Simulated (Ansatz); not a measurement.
## Telling isomers of CH2BFI+ apart by their spectra

These gas-phase data were calculated for one isomer of CH2BFI+ at r2SCAN-D4/def2-SVP (harmonic, unscaled wavenumbers; equilibrium rotational constants with average atomic masses):

* rotational constants: 27.71, 1.286, 1.239 GHz
* all wavenumbers above 1500 cm⁻¹: 3045, 2992

Candidates:

(1) `FC[B+]I`, a singlet
(2) `FB[CH+]I`, a singlet

Which candidate do the data belong to?

Candidate (1). No mode falls between 2350 and 2900 cm⁻¹, where the B–H stretch of (2) would stand.

The same quantities for all candidates:

|  | rotational constants (GHz) | wavenumbers above 1500 cm⁻¹ | E above the lowest, r2SCAN-D4/def2-SVP (kcal/mol) |
| --- | --- | --- | --- |
| (1) | 27.71, 1.286, 1.239 | 3045, 2992 | 6.5 |
| (2) | 18.62, 1.539, 1.468 | 3131, 2590 | 0.0 |

Harmonic stretches to hydrogen usually lie a few per cent above observed fundamentals. Each candidate is one conformer. Atoms past krypton carry core potentials. Programs: Ansatz 0.2.0.

The two bands at 3045 and 2992 cm⁻¹ fit the antisymmetric and symmetric stretches of a CH2 group. In (2) one hydrogen sits on boron, and its stretch drops to 2590 cm⁻¹ because the B–H bond is longer and has a smaller force constant than C–H; the reduced masses barely differ.

The rotational constants support the assignment independently. The large A and small B and C of (1) indicate an extended chain with its heavy atoms close to the long axis, as expected for a two-coordinate borinium centre, which favours a linear arrangement. The constants of (2) indicate a more compact frame that is clearly non-planar.

The data thus belong to the higher-energy isomer. The preference for (2) probably owes much to its strong B–F bond, reinforced by fluorine π donation into the empty boron orbital, which (1) gives up for a C–F bond. The energy difference doesn't show whether (1) would survive long enough to be observed, since that depends on the barrier to rearrangement.
